## Local energy of a two-electron atom with a Padé Jastrow factor: solution key

### Premises and conventions

Hartree atomic units are used: lengths in bohr, energies in hartree ($E_h$). The nucleus has charge $Z$, is a point, and is clamped at the origin. The Hamiltonian is non-relativistic and spin-free:

$$H=-\tfrac12\nabla_1^2-\tfrac12\nabla_2^2-\frac{Z}{r_1}-\frac{Z}{r_2}+\frac{1}{s},\qquad s\equiv r_{12}=|\mathbf r_1-\mathbf r_2| .$$

The unit vectors are $\hat{\mathbf r}_i=\mathbf r_i/r_i$ and $\hat{\mathbf r}_{12}=(\mathbf r_1-\mathbf r_2)/s$, which points from electron 2 to electron 1. The angle between $\mathbf r_1$ and $\mathbf r_2$ is $\theta$. The electrons form a spin singlet, so the spatial function is symmetric. The trial function is

$$\Psi=e^{\Phi},\qquad \Phi=-\zeta\,(r_1+r_2)+u(s),$$

with $u$ twice differentiable for $s>0$ and $u'$, $u''$ finite as $s\to0^+$. The exponent $\zeta$ is kept free until part (c). The local energy is $E_L=H\Psi/\Psi$. Its mean over $|\Psi|^2$ is the variational energy $E_V$, the quantity that variational Monte Carlo estimates by sampling.

### (a) Kinetic energy of an exponential

Since $\nabla_i\Psi=\Psi\,\nabla_i\Phi$, the product rule gives

$$\frac{\nabla_i^2\Psi}{\Psi}=\nabla_i^2\Phi+|\nabla_i\Phi|^2. \tag{1}$$

This holds wherever $r_1,r_2,s\neq0$. The excluded sets carry no delta-function term, because $\Psi$ is continuous, its gradient is bounded, and its second derivatives diverge no faster than an inverse distance, which is square integrable in three dimensions.

### (b) Gradients and Laplacians

From $s^2=|\mathbf r_1-\mathbf r_2|^2$ one has $\nabla_1 s=\hat{\mathbf r}_{12}$ and $\nabla_2 s=-\hat{\mathbf r}_{12}$. Also $\nabla_i r_i=\hat{\mathbf r}_i$. Hence

$$\nabla_1\Phi=-\zeta\,\hat{\mathbf r}_1+u'\,\hat{\mathbf r}_{12},\qquad \nabla_2\Phi=-\zeta\,\hat{\mathbf r}_2-u'\,\hat{\mathbf r}_{12}. \tag{2}$$

A function $f(\rho)$ of the distance $\rho$ from a fixed point has $\nabla^2 f=f''+2f'/\rho$. With the other electron held fixed, $u(s)$ is such a function, and so is $-\zeta r_i$. Therefore

$$\nabla_i^2\Phi=-\frac{2\zeta}{r_i}+u''+\frac{2u'}{s}. \tag{3}$$

Squaring (2),

$$|\nabla_1\Phi|^2=\zeta^2-2\zeta u'\,\hat{\mathbf r}_{12}\!\cdot\!\hat{\mathbf r}_1+u'^2,\qquad |\nabla_2\Phi|^2=\zeta^2+2\zeta u'\,\hat{\mathbf r}_{12}\!\cdot\!\hat{\mathbf r}_2+u'^2. \tag{4}$$

### (c) The local energy

Insert (3) and (4) into (1), sum over the electrons and multiply by $-\tfrac12$. Terms that occur identically for both electrons keep unit weight:

$$T_L=\frac{\zeta}{r_1}+\frac{\zeta}{r_2}-u''-\frac{2u'}{s}-\zeta^2-u'^2+\zeta u'\,\hat{\mathbf r}_{12}\!\cdot\!(\hat{\mathbf r}_1-\hat{\mathbf r}_2).$$

Adding the potential,

$$E_L=-\zeta^2+(\zeta-Z)\Big(\frac1{r_1}+\frac1{r_2}\Big)+\frac1s-u''-\frac{2u'}{s}-u'^2+\zeta u'\,G,\qquad G\equiv\hat{\mathbf r}_{12}\!\cdot\!(\hat{\mathbf r}_1-\hat{\mathbf r}_2). \tag{5}$$

As $r_1\to0$ at fixed $r_2$ every term but the second stays bounded, so the nuclear pole vanishes if and only if $\zeta=Z$. With that choice

$$\boxed{E_L=-Z^2+\frac1s-u''-\frac{2u'}{s}-u'^2+Z\,u'\,\hat{\mathbf r}_{12}\!\cdot\!(\hat{\mathbf r}_1-\hat{\mathbf r}_2)} \tag{6}$$

The factor $G$ is unchanged when the electrons are relabelled, since both vectors in it change sign.

### (d) The geometric factor

Multiply $G$ by $s$ and use $\hat{\mathbf r}_1\cdot\hat{\mathbf r}_2=\cos\theta$:

$$sG=(\mathbf r_1-\mathbf r_2)\cdot(\hat{\mathbf r}_1-\hat{\mathbf r}_2)=r_1-r_1\cos\theta-r_2\cos\theta+r_2 .$$

The law of cosines in the form $s^2-(r_1-r_2)^2=2r_1r_2(1-\cos\theta)$ removes the angle:

$$G=\frac{(r_1+r_2)(1-\cos\theta)}{s}=\frac{(r_1+r_2)\,[\,s^2-(r_1-r_2)^2\,]}{2r_1r_2\,s}. \tag{7}$$

Three properties follow.

1. $0\le G\le2$. The lower bound is read off (7). The upper bound follows from $|\hat{\mathbf r}_1-\hat{\mathbf r}_2|\le2$ and is reached at $\theta=\pi$, where $s=r_1+r_2$.
2. $G\le (r_1+r_2)s/(2r_1r_2)$, so $G\to0$ when the electrons meet away from the nucleus.
3. $G\to1-\cos\theta$ as $r_1\to0$, because then $s\to r_2$.

### (e) Padé form and the electron-electron cusp

Let $u=as/(1+bs)$ with $b>0$, and write $y=1+bs$. The quotient rule gives

$$u'=\frac{a(1+bs)-abs}{y^2}=\frac{a}{y^2},\qquad u''=-\frac{2ab}{y^3},\qquad u(\infty)=\frac ab .$$

The two terms of (6) that are singular at $s=0$ are combined by adding and subtracting $2a/s$ and using $y^2-1=bs(2+bs)$:

$$\frac1s-\frac{2a}{s\,y^2}=\frac{1-2a}{s}+\frac{2a}{s}\,\frac{y^2-1}{y^2}=\frac{1-2a}{s}+\frac{2ab\,(2+bs)}{y^2}.$$

All other terms are bounded at $s=0$, so the pole vanishes if and only if $u'(0)=a=\tfrac12$. This is Kato's cusp condition for two electrons of opposite spin. It comes out as $\tfrac12$ because both electrons contribute $-u'/s$ to the kinetic energy. With $a=\tfrac12$,

$$\boxed{E_L=-Z^2+\frac{b\,(2+bs)}{(1+bs)^2}+\frac{b}{(1+bs)^3}-\frac{1}{4(1+bs)^4}+\frac{Z\,G}{2(1+bs)^2}} \tag{8}$$

and $u$ rises monotonically from $0$ to $1/(2b)$. Form (8) is the one to code, since it avoids the subtraction of two large numbers at small $s$.

The second and third terms are positive and fall with $s$ from $2b$ and $b$; the fourth lies between $-\tfrac14$ and $0$; the fifth lies between $0$ and $Z$. Hence

$$-Z^2-\tfrac14< E_L< -Z^2+3b+Z \tag{9}$$

everywhere, and all moments of $E_L$ exist. For $a\ne\tfrac12$ the variance is still finite, because $\int s^{-2}s^2ds$ converges at the origin, but the third moment diverges logarithmically.

The limits of (8) are as follows. At electron-electron coalescence with $r_1\neq0$, $E_L\to-Z^2+3b-\tfrac14$. At $r_1\to0$, $E_L$ is finite but depends on the direction of approach, over a span $2Zu'(r_2)=Z/(1+br_2)^2$. When one electron is taken to infinity, $E_L\to-Z^2$, with the second term tending to the bare repulsion $1/s$.

### (f) The mean of the local energy

Integrating over the overall orientation gives $d^3r_1\,d^3r_2\to 8\pi^2r_1^2r_2^2\sin\theta\,dr_1dr_2d\theta$. At fixed radii $s\,ds=r_1r_2\sin\theta\,d\theta$, so the measure is proportional to $r_1r_2\,s\,dr_1dr_2\,ds$. Put $\sigma=r_1+r_2\in[s,\infty)$ and $t=r_1-r_2\in[-s,s]$; the Jacobian is constant and $r_1r_2=(\sigma^2-t^2)/4$. Let $k=2Z$ and $x=ks$. Constant prefactors cancel from all averages. The Slater part of $|\Psi|^2$ gives the weight

$$w_0(s)=s\int_s^\infty\! d\sigma\,e^{-k\sigma}\!\int_{-s}^{s}\!dt\,\frac{\sigma^2-t^2}{4}=\frac{s^2}{2}\int_s^\infty\! d\sigma\,e^{-k\sigma}\Big(\sigma^2-\frac{s^2}{3}\Big)=\frac{p(s)}{3k^3},$$

$$p(s)=s^2\,(x^2+3x+3)\,e^{-x}.$$

By (7), $r_1r_2\,s\,G=\sigma(s^2-t^2)/2$, whose integral over $t$ is $2\sigma s^3/3$. Thus

$$w_1(s)=\frac{2s^3}{3}\int_s^\infty \sigma\,e^{-k\sigma}d\sigma=\frac{2s^3(x+1)}{3k^2}e^{-x},\qquad \bar G(s)=\frac{w_1}{w_0}=\frac{2x(x+1)}{x^2+3x+3}.$$

Differentiating $\ln p$,

$$\frac{p'}{p}=\frac2s-k+\frac{k(2x+3)}{x^2+3x+3}=\frac2s-\frac{k\,x(x+1)}{x^2+3x+3}=\frac2s-Z\bar G .$$

Only $G$ in (6) depends on $\sigma$ and $t$ at fixed $s$. The conditional mean of (6) is therefore $-Z^2+1/s-u'^2-(pu')'/p$. Average it with the weight $p\,e^{2u}$ and integrate the last term by parts. The boundary term $p\,u'e^{2u}$ vanishes at both ends, leaving $-\int (pu')'e^{2u}ds=2\int p\,u'^2e^{2u}ds$. The result is

$$E_V=-Z^2+\Big\langle \frac1s+u'^2\Big\rangle,\qquad \langle f\rangle=\frac{\int_0^\infty f\,p\,e^{2u}\,ds}{\int_0^\infty p\,e^{2u}\,ds}. \tag{10}$$

The Jastrow factor lowers $\langle1/s\rangle$ by shifting weight to larger $s$ and pays the kinetic price $\langle u'^2\rangle$. Equation (10) is a deterministic value against which a Monte Carlo average of (8) can be tested within its statistical error.

For $u=0$ the integrals are factorials: $\int p/s\,ds=(6+6+3)/k^2=15/k^2$ and $\int p\,ds=(24+18+6)/k^3=48/k^3$, so $\langle1/s\rangle=15k/48=5Z/8$. The same result with $Z\to\zeta$, together with $\langle1/r_i\rangle=\zeta$, turns the mean of (5) at $u=0$ into $\zeta^2-2Z\zeta+5\zeta/8$. Its minimum lies at $\zeta=Z-5/16$ and equals $-(Z-5/16)^2$.

### (g) Range of validity

- Equation (6) is an identity for any admissible $u$. It contains no expansion, and holds at every configuration except the coalescence sets, where part (e) gives the limits.
- Normalisation is assured for $b>0$, since $u$ is bounded. For $b=0$, $u=as$ and $s$ can equal $r_1+r_2$, so $a<Z$ is required. For $b<0$, $u$ has a pole at $s=-1/b$ and the function is inadmissible.
- The value $a=\tfrac12$ belongs to the nodeless singlet. If the electrons meet in a relative partial wave $s^\ell Y_{\ell m}$, the relative operator $-\nabla_s^2+1/s$ acting on $s^\ell(1+as)Y_{\ell m}$ leaves the leading term $[1-2(\ell+1)a]\,s^{\ell-1}Y_{\ell m}$. Parallel spins have $\ell=1$ and $a=\tfrac14$. They also need an antisymmetric orbital factor, for which (6) does not hold.
- The nuclear cancellation needs the point-nucleus potential and $\zeta=Z$. With another exponent (5) applies; with a pseudopotential neither does.
- A bounded $E_L$ is not a constant $E_L$. The repulsion is positive, so the exact energy satisfies $E_0>-Z^2$ and the ionisation energy $I=-Z^2/2-E_0$ is below $Z^2/2$. The exact function decays as $e^{-\sqrt{2I}\,r}$ up to a power of $r$, with $\sqrt{2I}<Z$, while the trial function decays as $e^{-Zr}$. The cusp fixes $\zeta$, and a bounded $u(s)$ cannot correct the tail. By the variational principle $E_V\ge E_0$.
- Finite nuclear mass and relativity are omitted. Their sizes are given in part (h).

### (h) Illustration: Li$^+$, $Z=3$

Let $a=\tfrac12$ and assume the illustrative value $b=\tfrac14$ bohr$^{-1}$, which has not been optimised. Then $u$ saturates at $a/b=2$, so the Jastrow factor approaches $e^2=7.39$ times its value at coalescence. The bounds (9) read $-9.25<E_L<-5.25$.

Place both electrons at $r_1=r_2=3/(2Z)=0.5$ bohr, the mean radius of the orbital $e^{-Zr}$. Then $s=\sin(\theta/2)$ in bohr, and (7) gives $G=2\sin(\theta/2)$. The columns $T_1$ to $T_4$ are the second to fifth terms of (8), and the last column is $-Z^2+1/s$, the local energy with no Jastrow factor. Energies are in $E_h$, and $E_L$ is summed from unrounded terms.

| $s$ | $\theta$ (deg) | $G$ | $T_1$ | $T_2$ | $T_3$ | $T_4$ | $E_L$ | $E_L(u=0)$ |
|---|---|---|---|---|---|---|---|---|
| $0^+$ | 0 | 0 | 0.5000 | 0.2500 | $-0.2500$ | 0 | $-8.5000$ | $+\infty$ |
| 0.1 | 11.48 | 0.2 | 0.4819 | 0.2321 | $-0.2265$ | 0.2855 | $-8.2269$ | $+1$ |
| 0.5 | 60 | 1 | 0.4198 | 0.1756 | $-0.1561$ | 1.1852 | $-7.3756$ | $-7$ |
| 1.0 | 180 | 2 | 0.3600 | 0.1280 | $-0.1024$ | 1.9200 | $-6.6944$ | $-8$ |

On this sphere the divergence is gone and $E_L$ spans $1.81\,E_h$, mostly through the term in $G$. At the nucleus, with $r_2=0.5$ bohr, the span over directions is $3/1.125^2=2.37\,E_h$.

For the mean, $k=6$ and $p=s^2(36s^2+18s+3)e^{-6s}$.

- No Jastrow factor: $\langle1/s\rangle=1.875$ and $E_V=-7.125$.
- No Jastrow factor, exponent optimised to $\zeta=2.6875$, which violates the nuclear cusp: $E_V=-7.2227$.
- $b=0$: $e^{2u}=e^{s}$, the exponential becomes $e^{-5s}$, and the integrals are again factorials, $\int (p/s)e^{s}ds=0.7536$ and $\int p\,e^{s}ds=0.49728$. So $\langle1/s\rangle=1.5154$, $u'^2=\tfrac14$ and $E_V=-7.2346$.
- $b=\tfrac14$: numerical quadrature of (10) gives $\langle1/s\rangle=1.6195$ and $\langle u'^2\rangle=0.12545$. Their unrounded sum is $1.7449$, and $E_V=-7.2551$.

Each value is an upper bound to $E_0$ of the stated Hamiltonian, so the lowest is the closest. The Padé factor with $b=\tfrac14$ lowers the energy by $0.130\,E_h$ relative to the bare product with $\zeta=Z$, and by $0.032\,E_h$ relative to the product with the optimised exponent.

The omitted terms are smaller than these gains. With an assumed nuclear mass $M$ of about 7 u, the reduced-mass shift is $|E_V|\,m_e/M\approx6\times10^{-4}E_h$. The leading relativistic shift of a hydrogen-like $1s$ level is $-Z^4\alpha^2/8$, with $\alpha$ the fine-structure constant, which for two unscreened electrons sets a scale of $1.1\times10^{-3}E_h$. Both reach the third or fourth decimal place. The value $E_V=-7.2551\,E_h$ is thus the model's: the variational energy of this trial function, at the assumed $b$, for the clamped-nucleus non-relativistic Hamiltonian with $Z=3$.